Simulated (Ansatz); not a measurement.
A family of molecules: the atomisation energy (no zero-point term)

Gas-phase molecules, one atom swapped for its congeners: C2H8OSi `CCO[SiH3]`; C2H8SSi `CCS[SiH3]`; C2H8SeSi `CC[Se][SiH3]`; C2H8SiTe `CC[Te][SiH3]`. All are singlets with charge 0.

Shapes, held fixed at every level: PBE0-D4/def2-TZVP. Flexible molecules stand in one conformer, not always the lowest. Programs: Ansatz 0.2.0. Values in eV.

```tsv
level	C2H8OSi	C2H8SSi	C2H8SeSi	C2H8SiTe
HF/def2-SVP	34.02	32.55	31.93	31.06
B3LYP-D4/def2-TZVPP	45.16	43.05	42.34	41.53
wB97M-V/def2-TZVPP	45.24	43.22	42.34	41.44
CCSD(T)/def2-SVP	42.87	40.77	40.11	39.21
CCSD/def2-TZVPP	43.70	41.59	40.97	40.10
CCSD(T)/def2-TZVPP	44.17	42.07	41.45	40.60
```

At CCSD(T)/def2-TZVPP the atomisation energy falls at every step, from 44.17 to 40.60 eV. Every level shows the same order. For atoms past krypton def2 sets carry core potentials with scalar relativity. Relativity is left out for Se. Outer-core shells of Se, Te are correlated in most correlated rows, in sets that cover them unevenly. Spin-orbit coupling, which grows down the group, is left out (summed over each molecule's free atoms 0.04, 0.05, 0.14, 0.29 eV). Coupled cluster in double- or triple-zeta sets underbinds by a few per cent against its basis-set limit. CCSD also lacks the triples, which bind further.

Replacing oxygen with its heavier congeners weakens the total binding, but not evenly. At every level the largest drop is from oxygen to sulfur and the smallest from sulfur to selenium. Since the ethyl and silyl groups are retained, the trend mainly reflects the two bonds to the chalcogen. Oxygen's compact valence orbitals and high electronegativity favour short, strongly polar bonds, especially to silicon. Down the group, the valence p orbitals become more diffuse, overlap weakens and the polar contribution shrinks. The small sulfur-selenium step probably reflects the filled 3d shell, whose poor screening keeps selenium close to sulfur in size and electronegativity.

In the same double-zeta basis, Hartree-Fock recovers the order but misses a large part of the binding, because pairing electrons in bonds adds correlation energy that the separated atoms lack. This missing part is largest for the oxygen compound, so Hartree-Fock understates the oxygen-sulfur step. Total atomisation energies do not show how the weakening divides between the carbon-chalcogen and silicon-chalcogen bonds, or which would break first.
